The edge concentration in the transport limit of metal-assisted etching

An impermeable, rigid Au stripe of half-width a sinks into Si at speed v over a liquid gap h ≪ a. Each Si atom (molar volume Ω) consumes n HF, at a rate taken independent of the local concentration C. With gap diffusivity Dg, the balance Dg h C″(x) = nv/Ω and C(±a) = Ce give

C(0) = Ce − n v a²/(2 Dg h Ω).

The standard limit v₀ = 2 Dg h Ω C0/(n a²) follows from C(0) = 0 together with Ce = C0, the bath value. This last step assumes that HF reaches the edge without loss, although the stripe lies at the bottom of its own trench.

The trench term. Take inert walls, width 2a, depth L, diffusivity D, and z downward from the mouth, where C = C0. The stripe draws 2a·nv/Ω per unit length through width 2a, so −D dC/dz = nv/Ω and Ce = C0 − nvL/(DΩ). Setting C(0) = 0,

v_max = v₀/(1 + ε) ≈ v₀(1 − ε), ε = 2hL Dg/(a² D).

Equivalently v_max = K/ℓ, with K = DΩC0/n and the series length ℓ = a²D/(2hDg) + L. Inflow and the moving bottom change the trench term by relative order vL/D < ΩC0/n.

Size for a zone plate. Take Ω ≈ 12.1 cm³/mol, n = 6 (product H₂SiF₆), a typical D = 10⁻⁵ cm²/s, and illustrative Dg = D, h = 1 nm, C0 = 5 mol/L, L = 3 µm. Then K = 10 µm²/s and ΩC0/n = 0.010. An outer zone with a = 15 nm (aspect ratio 100) has gap length 0.11 µm and ε = 27. The expansion fails, and the full form lowers the limit from 5.4×10³ to 1.9×10² µm/min. An inner zone with a = 300 nm has gap length 45 µm and ε = 0.067. The crossover ε = 1 lies at a = √(2hL) = 77 nm. Hindered gap diffusion lowers ε in proportion to Dg/D.

Further lengths in series (those below use D throughout). Each side slit, of width w and height t (the Au thickness), carries a·nv/Ω and adds at/w. Converging on the slits adds a constriction. Uniform flux over the openings has cosine amplitudes 2 sin(mθ)/(mθ), θ = πw/a, relative to the mean, each decaying over a/(mπ). Averaging over an opening gives Σ (2a/mπ)[sin(mθ)/(mθ)]² ≈ (2a/π)(3/2 − ln 2θ). For t = 10 nm and w = 1 nm, slit and constriction add 0.15 µm and 23 nm (outer), 3.0 µm and 1.0 µm (inner), the latter pair rivalling L.

Above the mouths, an isolated connected plate of radius R and Au fraction f draws q = f nv/Ω. Summing steady half-space sinks q dA/(2πDs), with s the distance, over the disc gives lengths fR at the centre and 2fR/π at the rim. For R = 50 µm and f = 0.5 in still liquid these are 25 and 16 µm, more than L. Stirring shortens them.

The totals are ℓ = 19 µm (outer, rim) and 77 µm (inner, centre), and the model's limits are 32 and 7.9 µm/min. A rigid plate obeys the smaller.

The etch runs at roughly the lesser of this ceiling and the hole-injection rate. The oxidant that supplies the holes is reduced on top of the Au and crosses only L + fR. At an illustrative 1 mol/L, two molecules per Si and the same D, its ceiling at the centre is 13 µm/min, comparable with that of HF. Typical rates for such structures are of order 1 µm/min or below, so the model's ceilings lie about an order of magnitude or more above practice, which points to control by hole injection or to Dg well below D. At 1 µm/min the model's HF depletion under the stripe centre, vℓ/K, is 3 % (outer) and 13 % (inner).